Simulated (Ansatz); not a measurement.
# Smearing, entropy and the zero-width energy in Ga₃Se

Method: DFT PBE, scalar-relativistic, plane waves, PAW (Ansatz).

```xyz
4
Lattice="4.4325 0.0000 0.0000 0.0000 4.4325 0.0000 0.0000 0.0000 4.4325" Properties=species:S:1:pos:R:3 pbc="T T T"
Ga    0.0000    2.2162    2.2162
Ga    2.2162    0.0000    2.2162
Ga    2.2162    2.2162    0.0000
Se    0.0000    0.0000    0.0000
```

| Property | Result |
| --- | --- |
| plane-wave cutoff | 420 eV |
| Γ-centred k-mesh | 10×10×10 |
| spin treatment | unpolarised |

The same metal under several smearings of width σ, on one mesh. F is the free energy, TS the smearing's entropy term for the cell of 4 atoms, and E = F + TS. Gaussian occupations are ½ erfc[(ε − μ)/σ], and N counts both spins.

```
       rule  σ (eV) F − F(narrowest) (meV/atom) TS (meV/cell)
Fermi–Dirac    0.01                       -0.094          0.922
   Gaussian    0.01                        0.000          0.152
   Gaussian    0.02                       -0.047          0.484
   Gaussian    0.05                       -0.439          3.757
   Gaussian     0.1                       -1.654         11.737
   Gaussian     0.3                      -10.385         66.864
   Gaussian     0.5                      -24.334        169.702
```

**Question.** For a density of states N (both spins) that is flat over the smeared range, TS = Nσ²/2 (Gaussian) and (π²/3)Nσ² (Fermi–Dirac). What N does each run give?

**Answer.**
```tsv
rule	σ (eV)	N (states/eV a cell)
Fermi–Dirac	0.01	2.80
Gaussian	0.01	3.04
Gaussian	0.02	2.42
Gaussian	0.05	3.01
Gaussian	0.1	2.35
Gaussian	0.3	1.49
Gaussian	0.5	1.36
```

Equal entropy needs σ_Gauss = π√(2/3) σ_FD = 2.57 σ_FD, so a Fermi–Dirac width acts like a Gaussian one 2.57 times as large. At moderate widths N lies between 1.49 and 3.01. The drift shows structure in the density of states within the smeared window (a rise with width points to a dip at the Fermi level, a fall to a peak or a steep flank), or a mesh too coarse for the narrower widths. At the narrowest widths only the few mesh levels within σ of μ count, so N can scatter there.

**Question.** To second order F = E0 − TS/2 and E = E0 + TS/2. How well does E0 = (E + F)/2 undo the smearing?

**Answer.**
```tsv
rule	σ (eV)	F − E0(narrowest) (meV/atom)	(E + F)/2 − E0(narrowest) (meV/atom)
Fermi–Dirac	0.01	-0.11	0.00
Gaussian	0.01	-0.02	0.00
Gaussian	0.02	-0.07	-0.01
Gaussian	0.05	-0.46	0.01
Gaussian	0.1	-1.67	-0.21
Gaussian	0.3	-10.40	-2.05
Gaussian	0.5	-24.35	-3.14
```

At Gaussian 0.3 eV the free energy is off by -10.40 meV/atom and the mean by -2.05. What remains is of order σ⁴ plus the mesh error of the narrowest run, which is no exact reference. Forces and stress are derivatives of F, not of E0, so they keep the σ² error.

6 further runs of this set aren't shown.

The apparent density of states falls from 3.01 to 1.36 states/eV a cell as the Gaussian widens from 0.05 to 0.5 eV, while the narrower widths scatter without a trend. Because the fall continues at widths where mesh noise should be largely averaged out, it suggests that the Fermi level sits on a peak or steep flank, probably of Ga 4p character mixed with Se 4p. An odd valence-electron count already requires a partly filled band in the unpolarised state.

The same structure explains why the mean of E and F ends up too low: entropy that grows more slowly than σ² leaves a negative remainder after the quadratic term cancels. That remainder grows only from -2.05 to -3.14 meV/atom between 0.3 and 0.5 eV, far more slowly than a σ⁴ law would give. The widest smearings therefore lie beyond the range of the low-order expansion, and the correction there is partial rather than systematic. Which orbitals form the feature would have to come from a projected density of states.
